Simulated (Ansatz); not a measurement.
Li3Au: pressure against volume per atom

All results are calculated (Ansatz 0.2.0). Periodic Kohn-Sham DFT of a crystal at fixed atoms; pressure and stress are positive in compression; the energy is the free energy less that of spherical unpolarised free atoms; site moments are those in the method's own spheres, positive along +z.

Cell of the first row (space group Fm-3m, No. 225):
```
cell vectors (Å)
   0.0000     3.1084     3.1084
   3.1084     0.0000     3.1084
   3.1084     3.1084     0.0000
atoms (fractions of the cell vectors)
Li  0.25000  0.25000  0.25000
Li  0.75000  0.75000  0.75000
Li  0.50000  0.50000  0.50000
Au  0.00000  0.00000  0.00000
```

Settings of every row: method frozen-core PAW; functional PBEsol; relativity scalar; k mesh 10x10x10; filling fermi-dirac; smearing width 0.03 eV; wave cutoff 420 eV; paw set soft_2.

Atom start moment: 0 on all atoms.

Limits: PAW files made with PBE; no spin-orbit coupling on heavy atoms.

| row | volume per atom (Å³) | pressure (GPa) |
| --- | --- | --- |
| 1 | 15.017 | 0.035 |
| 2 | 15.486 | -1.035 |
| 3 | 15.643 | -1.356 |
| 4 | 15.956 | -1.949 |
| 5 | 16.581 | ? |

Question: what pressure should row 5 give?

Worked fit of pressure. Take u = (V_r/V)^(2/3) − 1 with V_r = 15.565 Å³ an atom, which is twice the finite (Eulerian) strain; such expansions in the strain, on which the Birch-Murnaghan equation of state is built, carry the rest volume and the bulk modulus. The shown rows have u = 0.02418, 0.0034, -0.00333, -0.0164. Least squares give pressure = −1.1987 + 47.874 × u + 130.04 × u² GPa; a straight line predicts inner rows, each left out in turn, worse (root mean square 0.034 against 0.0013 GPa). The rows lie off it by 0.000, -0.001, 0.001, 0.000. The pressure vanishes at u = 0.0235, or V = 15.03 Å³ an atom, and there the bulk modulus at fixed shape and fractions is B = −V dP/dV = (2/3)(1 + u) dP/du = 36.8 GPa. The withheld row has u = -0.04128, so the fit gives −1.1987 + 47.874 × (-0.04128) + 130.04 × (-0.04128)² = -2.953 GPa.

The calculation gave -2.961 GPa. The fit lies 0.008 GPa (0.27 % of the column's range) above it; its largest miss of a shown row is 0.001 GPa. This row lies beyond the range of the fit.
